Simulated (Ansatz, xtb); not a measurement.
C3H9BrSi: which of two isomers lies lower

Structure I is `CC(C)[SiH2]Br`, a singlet and structure II is `C[C@H]([SiH3])CBr`, a singlet. Both are isolated molecules in the gas phase, relaxed with r2SCAN-D4/def2-SVP; the shapes shown needn't be the lowest conformers.

I (Å):

```xyz
14

C     1.1567   -0.5950    1.8765
C     0.2946   -1.2707    0.8044
C     1.1438   -2.0605   -0.1977
Br   -0.1645   -4.0065    2.7406
Si   -1.0741   -2.3275    1.5597
H     0.5570    0.0163    2.5700
H     1.6995   -1.3453    2.4753
H     1.9086    0.0655    1.4122
H    -0.2635   -0.4849    0.2527
H     1.6858   -2.8788    0.3049
H     0.5348   -2.5063   -1.0006
H     1.8957   -1.4067   -0.6713
H    -1.9314   -2.9407    0.5041
H    -1.9192   -1.5323    2.4971
```

II (Å):

```yaml
atoms:
  - { symbol: C, position_ang: [0.2178, 0.2531, 1.2703] }
  - { symbol: C, position_ang: [-0.1226, 1.0362, -0.0011] }
  - { symbol: C, position_ang: [-0.7806, 2.3733, 0.2710] }
  - { symbol: Br, position_ang: [-2.5326, 2.2085, 1.1844] }
  - { symbol: Si, position_ang: [1.4348, 1.3138, -1.0675] }
  - { symbol: H, position_ang: [0.6824, -0.7168, 1.0347] }
  - { symbol: H, position_ang: [0.9184, 0.8155, 1.9109] }
  - { symbol: H, position_ang: [-0.6916, 0.0589, 1.8615] }
  - { symbol: H, position_ang: [-0.8062, 0.4341, -0.6306] }
  - { symbol: H, position_ang: [2.0473, -0.0078, -1.3962] }
  - { symbol: H, position_ang: [2.4285, 2.1376, -0.3121] }
  - { symbol: H, position_ang: [1.0826, 2.0246, -2.3342] }
  - { symbol: H, position_ang: [-1.0079, 2.9310, -0.6477] }
  - { symbol: H, position_ang: [-0.1775, 3.0069, 0.9384] }
```

Quicker runs give these differences E(II) − E(I): GFN2-xTB +31.8 kcal/mol; HF/STO-3G +34.6 kcal/mol (at GFN2-xTB geometries); r2SCAN-D4/def2-SVP//GFN2-xTB +34.5 kcal/mol.

**Question.** Estimate E(II) − E(I) at the level CCSD(T)/def2-SVP + ΔMP2/def2-TZVPP.

**Answer.** Calculated at CCSD(T)/def2-SVP + ΔMP2/def2-TZVPP: E(II) − E(I) = +34.2 kcal/mol, so structure I lies lower.

The same difference at several levels:

| level | geometry | E(II) − E(I) (kcal/mol) | departure from the last row (kcal/mol) | job, with rough time for the two |
| --- | --- | --- | --- | --- |
| GFN2-xTB | GFN2-xTB | +31.8 | −2.3 | optimisation, 0.17 s |
| HF/STO-3G | GFN2-xTB | +34.6 | +0.4 | single point, 0.4 s |
| r2SCAN-D4/def2-SVP//GFN2-xTB | GFN2-xTB | +34.5 | +0.3 | single point, 3.7 s |
| r2SCAN-D4/def2-SVP | r2SCAN-D4/def2-SVP | +34.8 | +0.6 | optimisation, 28 s |
| HF/def2-SVP | r2SCAN-D4/def2-SVP | +37.3 | +3.1 | part of the CCSD(T) run |
| MP2/def2-SVP | r2SCAN-D4/def2-SVP | +36.0 | +1.9 | part of the CCSD(T) run |
| CCSD(T)/def2-SVP | r2SCAN-D4/def2-SVP | +34.7 | +0.5 | single point |
| CCSD(T)/def2-SVP + ΔMP2/def2-TZVPP | r2SCAN-D4/def2-SVP | +34.2 |  | single point, 56 s |

As drawn, II has 1 C–Br, 1 Si–H in place of 1 Br–Si, 1 C–H.

None of the levels shown reverses the order. The largest departure from CCSD(T)/def2-SVP + ΔMP2/def2-TZVPP is that of HF/def2-SVP, 3.1 kcal/mol. The last row adds to CCSD(T) the change of the MP2 difference between the two basis sets, here −0.5 kcal/mol.

With thermal terms from frequencies at re-optimised GFN2-xTB minima (ideal gas, soft modes damped towards free rotors, one conformer each, 298.15 K, 1 atm): the zero-point term adds −2.5 kcal/mol; ΔH is +31.8 and ΔG +31.6 kcal/mol.

The correlated steps freeze 17 core orbitals; the filled d shell of Br is correlated, in a basis made for valence electrons. Mirror images aren't counted in ΔG. Codes used: Ansatz 0.2.0, xtb 6.7.1; the last row on 4 threads of Arm Neoverse V1 on a shared host.

The isomer with bromine on silicon is strongly favoured, and the preference is essentially one of bond exchange: I has Si–Br and C–H bonds where II has C–Br and Si–H. Both changes favour I. Silicon's low electronegativity makes its bond to bromine more polar and stronger than C–Br, while hydrogen binds more strongly to carbon than to silicon. In II the C–Si and C–Br bonds lie nearly antiperiplanar, which allows σ(C–Si)→σ*(C–Br) donation, but this β-silicon stabilisation is evidently far too small to compensate.

Correlation trims the gap from +37.3 to +34.7 kcal/mol in the same basis, so Hartree–Fock already contains most of the preference. The closeness of HF/STO-3G to the final value is therefore probably a cancellation of basis-set and correlation errors. Conformational changes are unlikely to overturn so large a difference. The ordering does not show that II would rearrange to I; β-bromosilanes can instead eliminate a bromosilane to give an alkene.
